Specific difference of hyperfine splittings in H-like and Li-like ions

0. Result, conventions, premises

The finite extent of the nuclear magnetisation shifts a hyperfine splitting (Bohr–Weisskopf effect, BW, 1950). In heavy ions the shift is 1–2 % of the splitting in the models below, and it depends on nuclear structure. Claim: for the ground states of the H-like and Li-like ion of one isotope there is a number ξ, fixed by Z and the charge distribution, such that

 Δ′E = ΔE(1s²2s) − ξ ΔE(1s)

does not depend on the shape of the magnetisation, up to terms controlled by the small parameter (E₂ₛ − E₁ₛ)R. The combination was proposed by Shabaev and co-workers in 2001.

Units: ħ = c = 1, e² = 4πα, electron charge −|e|, electron mass m, μ_N = |e|/(2m_p). x ≡ αZ, γ ≡ √(1 − x²). E includes the rest energy. W(r) ≡ E − V(r).
Spinor: ψ = (1/r)(P Ω_κm , iQ Ω_−κm), with σ_r Ω_κm = −Ω_−κm, σ_r ≡ σ·r̂. Radial equations:
 P′ = −(κ/r)P + (W + m)Q,  Q′ = (κ/r)Q − (W − m)P.  (1)

Premises.
P1. Static nucleus of infinite mass, spin I, moment μ. Spherical V(r), finite at r = 0, equal to −x/r outside the charge.
P2. Charge and current vanish beyond a radius of order R, with mR ≪ 1.
P3. First order in μ.
P4. Electron–electron interaction expanded in 1/Z. Radiative terms are discussed in section 7.

1. Hyperfine operator for an extended current

Between electron states of equal parity with j = 1/2 only the rank-1 magnetic part of the nuclear current acts: the triangle rule removes rank ≥ 2, parity removes the electric type. Within the nuclear multiplet (Wigner–Eckart) this part is j(r) = s(r) μ×r, with μ = μ I/I and some radial s(r). Put A = a(r) μ×r. This is divergence-free. Each Cartesian component is a(r) times a linear function, and ∇²(a x_i) = x_i(a″ + 4a′/r), so ∇²A = −j reads a″ + 4a′/r = −s. The regular, decaying solution is
 a(r) = (1/3)[ r⁻³ ∫₀^r s r′⁴ dr′ + ∫_r^∞ s r′ dr′ ].
(Differentiate: a′ = −r⁻⁴∫₀^r s r′⁴dr′, a″ = −4a′/r − s.) The moment fixes (4π/3)∫s r⁴dr = 1. Define F(r) ≡ 4πr³a(r). Then
 H = |e| α·A = (|e|/4π) μ·T,  T = F(r) (r×α)/r³,  F = 1 outside the current.  (2)
All nuclear structure is in one function, and 1 − F vanishes outside the nucleus. Two examples:
 ball: uniformly magnetised ball (s ∝ δ(r − R)), F = (r/R)³ for r < R.
 shell: parallel dipoles spread over the sphere r = R, F = 0 for r < R.

Angular part. Let S ≡ (r̂×σ)_z. From σ_zσ_r = r̂_z + iS follows iSσ_r = σ_z − r̂_zσ_r, and S anticommutes with σ_r. Then
 ψ†(r̂×α)_zψ = (PQ/r²)[ iΩ_κ†SΩ_−κ − iΩ_−κ†SΩ_κ ] = −2(PQ/r²) Ω_κ†(σ_z − r̂_zσ_r)Ω_κ.
For κ = −1, m_j = 1/2: ⟨σ_z⟩ = 1, ⟨r̂_zσ_r⟩ = ⟨cos²θ⟩ = 1/3. So ⟨T_z⟩ = −(4/3)J, J ≡ ∫₀^∞ F PQ r⁻² dr.
In the multiplet H = a_hf I·j. The stretched state gives a_hf I/2 = (|e|μ/4π)⟨T_z⟩. The interval between total angular momenta I + 1/2 and I − 1/2 is a_hf(I + 1/2). With |e|μ/4π = α(μ/μ_N)/(2m_p):
 ΔE = E_F · (−J)/(x³m²),  E_F ≡ (4/3) α x³ (m²/m_p)(μ/μ_N)(2I + 1)/(2I).  (3)
Split F = 1 − (1 − F): ΔE = D(1 − ε). D is the point-dipole value for the extended charge, and
 ΔE_BW = −εD = E_F (x³m²)⁻¹ ∫(1 − F) PQ r⁻² dr.  (4)
For s states PQ < 0 near the origin, so ΔE_BW < 0 for μ > 0 and F < 1. Only the product PQ inside the nucleus enters.

2. s₁/₂ functions inside the nucleus

Take two regular solutions of (1) with the same κ and energies E₁, E₂; ΔE₂₁ ≡ E₂ − E₁. Differentiate P₁Q₂ − Q₁P₂. The κ/r terms cancel in pairs, V and m cancel, and
 (P₁Q₂ − Q₁P₂)′ = −ΔE₂₁(P₁P₂ + Q₁Q₂).
The bracket on the left vanishes at r = 0. For κ = −1, P has no node inside the nucleus (WR is of order x, well below π). Divide by P₁P₂:
 Q₂/P₂ − Q₁/P₁ = −ΔE₂₁ ∫₀^r(P₁P₂ + Q₁Q₂)dr′/(P₁P₂) ≈ −ΔE₂₁ r/3,  (5)
using P ∝ r, |Q| ≪ |P| for the estimate. The first equation of (1) gives
 [ln(P₂/P₁)]′ = ΔE₂₁ Q₂/P₂ + (W₁ + m)(Q₂/P₂ − Q₁/P₁),  (6)
whose integral to R is of order (ΔE₂₁R)(WR). Equations (5), (6) are exact for any V. They show that the two spinors are proportional up to O(ΔE₂₁R). The parameter is the difference of the energies, which equals the difference of the binding energies.

Explicit form. Let V = V₀ + V₂r² + …, W₀ = E − V₀, P = N₀r(1 + p₂r²), Q = N₀r²(q₁ + q₃r²). Matching powers in (1) for κ = −1:
 3q₁ = −(W₀ − m);  2p₂ = (W₀ + m)q₁;  5q₃ = −(W₀ − m)p₂ + V₂.
Hence q₃/q₁ = 3p₂/5 − 3V₂/[5(W₀ − m)], and
 PQ/r² = −N₀²(W₀ − m)(r/3)[1 − c r² + …],  c = (4/15)(W₀² − m²) + 3V₂/[5(W₀ − m)].  (7)
The prefactor depends on the state but multiplies every F alike. Only the state dependence of the shape, here of c, can spoil the cancellation. With ⟨r²⟩_F the mean of r² under the weight r(1 − F), (4) and (7) give
 ΔE_BW(2s)/ΔE_BW(1s) = const × [1 − (∂c/∂E) ΔE₂₁ ⟨r²⟩_F + …],  ∂c/∂E = (8/15)W₀ − 3V₂/[5(W₀ − m)²].  (8)
The constant does not know F. Two magnetisation models F, F′ give ratios that differ by the fraction (∂c/∂E)ΔE₂₁(⟨r²⟩_F′ − ⟨r²⟩_F). For a uniformly charged ball, W₀R ≈ 3x/2 and V₂R³ = x/2, so R ∂c/∂E ≈ 4x/5 − 2/(15x). Since ε = −ΔE_BW/D and D does not contain F, the ratio
 f ≡ ε(2s)/ε(1s)
is independent of F to the same accuracy.

3. Other partial waves

p₁/₂ (κ = +1). The map (P, Q) → (P̃, Q̃) = (Q, −P) turns (1) for κ = +1 into P̃′ = P̃/r + (W − m)Q̃, Q̃′ = −Q̃/r − (W + m)P̃: the κ = −1 system with m → −m. So p₁/₂ functions are proportional among themselves up to O(ΔE·R) by (5) and (6) with P and Q interchanged, and PQ(p₁/₂) = −P̃Q̃ has the form (7) with m → −m. Against s₁/₂ at equal E the shape coefficient changes by
 c(p) − c(s) = −(6/5) mV₂/(W₀² − m²),  R²[c(p) − c(s)] ≈ −(4/15) mR/x (charged ball).
The s–p proportionality therefore holds up to O(mR), a weaker statement than O(ΔE₂₁R).

|κ| = 2. Outside the nucleus the regular solution goes as r^γ₂, γ₂ = √(4 − x²). Its interior amplitude relative to |κ| = 1 is down by (2xmR)^(γ₂ − γ) for each such function.

4. The Li-like ion

To first order in 1/Z (one-photon exchange between the valence electron v = 2s and the core c = 1s) the expectation value of T has three kinds of term:
 (a) 2⟨v|T|δv⟩; (b) 2Σ_c⟨c|T|δc⟩, non-zero because exchange with v depends on the projection m_c (core polarisation); (c) ⟨v|T|v⟩ and ⟨c|T|c⟩ times frequency derivatives of the photon-exchange matrix elements, which do not contain T.
Terms (c) are diagonal s₁/₂ elements, covered by section 2.
In (a), δv = Σ′_n |n⟩⟨n|U|v⟩/(E_v − E_n), U being the direct plus exchange operator. The sum runs over all positive- and negative-energy states, and for |E_n|R ≳ 1 these are not proportional to v. The argument must be made for the sum. It obeys
 (E_v − h)δv = (U − ⟨U⟩)v.
Inside the nucleus the general regular solution is βv plus a particular solution. β is fixed at atomic distances and is O(1/Z). The source is bounded: the potential of one core electron at the origin is U₀ = α⟨1/r⟩₁ₛ = αxm/γ. The Wronskian step leading to (5), repeated with this source in place of ΔE₂₁v, makes the particular solution O(U₀R) relative to v. Relative to β this is of order x²mR, the order of ΔE₂₁R. The same holds for δc at energy E_c.
Symmetry: T has rank 1 and even parity, so δv, δc enter only with κ = −1 or κ = +2 (d₃/₂). The Coulomb interaction between s₁/₂ orbitals has only multipole 0, so d₃/₂ arises from the magnetic part of the photon alone, and section 3 suppresses it further. Its cross term P_sQ_d + Q_sP_d starts as r³, like PQ in (7), so its leading part has the common shape as well. p₁/₂ first appears at order 1/Z², in elements ⟨p|T|p′⟩ between doubly excited configurations. Its O(mR) shape defect comes with that weight.

5. The specific difference

Let u = (P_u, Q_u) be the regular κ = −1 interior solution at a reference energy, and K[F] ≡ ∫(1 − F)P_uQ_u r⁻²dr. Sections 2–4 give
 ΔE_BW(1s) = Λ_H K[F],  ΔE_BW(1s²2s) = Λ_Li K[F],
up to shape terms of relative order ΔE₂₁R, with Λ independent of F. Define ξ ≡ Λ_Li/Λ_H. Write
 ΔE(1s) = D₁(1 − ε₁) + QED₁,  ΔE(1s²2s) = D₂(1 − ε₂) + ΔE_int(1 − ε_int) + QED₂,
with ε₂ = fε₁, ε_int = f_int ε₂, ΔE_int signed. Setting the coefficient of ε₁ in Δ′E to zero:
 ξ = f (D₂ + f_int ΔE_int)/D₁,  (9)
 Δ′E = (D₂ − ξD₁) + ΔE_int + (QED₂ − ξ QED₁).  (10)
ξ contains the interelectronic term. The one-electron part is ξ₀ = fD₂/D₁. Every term of (10) is still proportional to μ.

6. One-electron part in closed form (m = 1)

Point-Coulomb 1s: E₁ = γ, P = C₁r^γe^(−xr), Q = qP, q = (γ − 1)/x. Since 1 + q² = 2/(1 + γ), normalisation gives C₁² = (1 + γ)(2x)^(2γ+1)/[2Γ(2γ + 1)]. Then J = C₁²qΓ(2γ − 1)/(2x)^(2γ−1), and with (1 + γ)q = −x
 −J/x³ = A₁ = 1/[γ(2γ − 1)].
2s: N = √(2 + 2γ), E₂ = N/2, λ = x/N = √(1 − E₂²), ρ = 2λr, t = (N + 1)/(2γ + 1),
 P = K₂√(1 + E₂) ρ^γe^(−ρ/2)(N − tρ),  Q = −K₂√(1 − E₂) ρ^γe^(−ρ/2)(N + 2 − tρ),
as substitution in (1) confirms. With weight ρ^(2γ)e^(−ρ), ⟨ρ⟩ = 2γ + 1 and ⟨ρ²⟩ = (2γ + 1)(2γ + 2). Both squared brackets average to 1 + (N + 1)²/(2γ + 1) = 2N/(N − 1), because 2γ + 1 = N² − 1. So K₂² = 2λ(N − 1)/[4NΓ(2γ + 1)], and P → C₂r^γ with C₂² = N(N + 2)(N − 1)(2x/N)^(2γ+1)/[8Γ(2γ + 1)]. The hyperfine integral is
 −J = λ³[(N − 1)/N][N(N + 2) − (2N + 2)t(2γ − 1) + 2γ(2γ − 1)t²]/[2γ(2γ − 1)],
 −J/x³ = A₂/8,  A₂ = 2N(N + 1)/[(1 + γ)²γ(4γ² − 1)].

Matching. For r ≪ 1/m drop E and m against V. Outside the charge (1) then has the solutions (1, q)r^γ and (1, q′)r^(−γ), q′ = −(1 + γ)/x. The interior solution fixes their mixture η, with no reference to n:
 P = C_n[r^γ + ηR^(2γ)r^(−γ)],  Q = C_n[qr^γ + ηq′R^(2γ)r^(−γ)].
C_n equals its point value up to O((2xR)^(2γ)). The interior amplitude is C_n times a number common to all ns states, so by (4)
 ξ₀ = C₂²/C₁² = (N + 2)(N − 1)/(2N^(N²)),  (11)
using 1 + γ = N²/2 and 2γ + 2 = N². For x → 0, N = 2 and ξ₀ = 1/8. Corrections to (11) are of relative order ΔE₂₁R/x (prefactor of (7)) and (2xR)^(2γ). They depend on the charge distribution, not on F.

Charged-shell model: V = −x/R inside. Exact interior solution: P = r j₀(kr), Q = −k r j₁(kr)/(W + m), k² = W² − m². At leading order kR = x and, with σ = r/R, P = aC_nR^γ σj₀(xσ), Q = −aC_nR^γ σj₁(xσ). Continuity at σ = 1, with τ ≡ −j₁(x)/j₀(x):
 η = (q − τ)/(τ − q′),  a = (1 + η)/j₀(x).
Define j_F ≡ ∫₀¹(1 − F) j₀(xσ)j₁(xσ)dσ. Since j₁ = −j₀′, j_shell = [1 − j₀(x)²]/(2x). The change of J from point to extended charge is C_n²R^(2γ−1)d, the sum of the interior integral, the two outer terms in η, and minus the point integrand on (0, R):
 d = −a²j_shell + η(q + q′) + η²q′/(2γ + 1) − q/(2γ − 1).
Divide by the point 1s integral and write D_n = E_F(A_n/n³)(1 − δ_n):
 δ₁ = d·G,  ε₁(1 − δ₁) = a²j_F·G,  G ≡ (2xR)^(2γ−1)/[|q|Γ(2γ − 1)].  (12)
The charge-size shift is also ∝ C_n² at this order. Hence δ₂ = δ₁ξ₀A₁/(A₂/8), and
 D₂ − ξ₀D₁ = E_F(A₂/8 − ξ₀A₁),  (13)
free of the leading R^(2γ−1) term.

7. Range of validity

(i) ΔE₂₁R ≪ 1 and mR ≪ 1. The F-dependence left in Δ′E is ξΔE_BW(1s) times the fraction given after (8).
(ii) ξ cancels the shape, not the size of μ. Δ′E ∝ μ(2I + 1)/(2I), so the relative uncertainty of μ passes unchanged into Δ′E.
(iii) ξ depends on the charge radius at relative order ΔE₂₁R/x. Theory and experiment must be combined with the identical numerical ξ, since it multiplies the whole 1s splitting.
(iv) The 1/Z expansion requires high Z. p₁/₂ and d₃/₂ admixtures carry the defects of section 3 with the small weights of section 4.
(v) Radiative corrections also contain F. For loop energies ω with ωR ≪ 1 the electron propagator is again ∝ u inside the nucleus (s₁/₂, and p₁/₂ up to mR), so this part is K[F] times a state-dependent number of relative order α, which (9) omits. Its scale is ε × QED.
(vi) γ > 1/2 is needed for the point integrals and for the expansion in R^(2γ−1); it holds for Z = 83.
(vii) Second order in μ, recoil and nuclear polarisation lie outside P1 and P3.

8. Illustration: ²⁰⁸Bi⁸²⁺ (1s) and ²⁰⁸Bi⁸⁰⁺ (1s²2s)

Given inputs, approximate: Z = 83, I = 5, μ ≈ 4.57 μ_N, rms charge radius ≈ 5.52 fm, used as the shell radius R. Two quantities need a full relativistic 1/Z calculation and are taken as approximate inputs from published work on Bi: ξ ≈ 0.16886 and ΔE_int/D₂ ≈ −0.0352. One-loop QED is typically about −0.5 % of each splitting.

Parameters. x = 0.60568, γ = 0.79571, N = 1.89510, E₂ = 0.94755 m, ΔE₂₁ = 0.15184 m = 77.6 keV. 1/m = 386.16 fm, mR = 0.014295, ΔE₂₁R = 0.00217, 2xmR = 0.01732. U₀ = 2.8 keV, U₀R = 8×10⁻⁵. d₃/₂ factor (2xmR)^(γ₂−γ) = 0.011. For a charged ball of the same rms radius (7.13 fm), R²Δc is 7.4×10⁻⁴ between 2s and 1s and −0.0081 between p₁/₂ and s₁/₂.

One-electron part. A₁ = 2.12497, A₂ = 2.79043. The closed form (11) gives 0.17550. Its neglected terms are ΔE₂₁R/x = 0.0036 and (2xmR)^(2γ) = 0.0016, so as a value of ξ₀ it is uncertain by about 0.0006. The input ξ corresponds to ξ/ξ₀ = 0.96: the core lowers the interior 2s spin density by about 4 %. A 0.1 % change of R moves ξ by a fraction of order 4×10⁻⁶, so neighbouring isotopes share the five digits.

Shell model. q = −0.33729, q′ = −2.96478, η = −0.0472, a² = 1.0274, j_shell = 0.09614, j_ball = 0.05849, d = 0.6250, Γ(2γ − 1) = 1.50922, (2xmR)^(2γ−1) = 0.0908. From (12): δ₁ = 0.11, δ₂ = 0.12. Two figures only: the next terms are of relative order xmR = 0.0087, possibly times a logarithm. f = ξ₀D₁/D₂ = 1.08. With the nominal μ, E_F = 3.0245 eV, D₁ = 5.71 eV, D₂ = 0.93 eV.

 magnetisation | ε₁ | ΔE_BW(1s) | ΔE_BW(1s²2s) = ξΔE_BW(1s)
 shell | 0.020 | −113 meV | −19.1 meV
 ball | 0.012 | −69 meV | −11.6 meV

The two models differ by 44 meV in the H-like ion, more than the QED term of about −29 meV, and by 7.5 meV in the Li-like ion. These are model shapes, not the magnetisation of ²⁰⁸Bi.

Residual. Use the exact interior solution with y_n = k_nR and W_n = x/R + E_n. The factor k/(W + m) drops out of the double ratio
 [j_shell(y₂)/j_ball(y₂)]/[j_shell(y₁)/j_ball(y₁)] − 1 = −1.0×10⁻⁴.
Formula (8) gives the same: V₂ = 0, ⟨r²⟩_F/R² = 1/2 (shell) and 5/14 (ball), y₂² − y₁² = 0.00268, so −(4/15)(1/7)(0.00268) = −1.0×10⁻⁴. If ξ is exact for the ball, the shell leaves 0.002 meV in Δ′E.

Value of Δ′E. Rearrange (10) without QED, using the closed-form ξ₀ as an auxiliary number:
 Δ′E = (D₂ − ξ₀D₁) + ΔE_int + (ξ₀ − ξ)D₁.
By (13) the first term is −0.02412 E_F = −73 meV. The second is −33 meV, the third +38 meV. Sum: Δ′E ≈ −68 meV.

Neglected terms. The charge-size shifts that cancel in (13) are 126 meV each, so the next order in xmR can leave about 1 meV. QED contributes about −5 meV to each member, and only the difference of the two survives in (10), typically a few tenths of a meV. The cross term (v) is about 0.1 meV in each member before subtraction. Second order in μ has the rough relative scale D₁/ΔE₂₁ = 7×10⁻⁵, recoil the scale m/M = 2.6×10⁻⁶. A 0.1 % change of μ moves Δ′E by 0.07 meV, and a change of ξ by 5×10⁻⁶ moves it by 0.03 meV.

The model's result is Δ′E ≈ −68 meV, uncertain by about 1 meV from the leading-order charge treatment and resting on the two many-body inputs. Its dependence on the magnetisation shape is 0.002 meV, against 44 meV for the 1s splitting alone.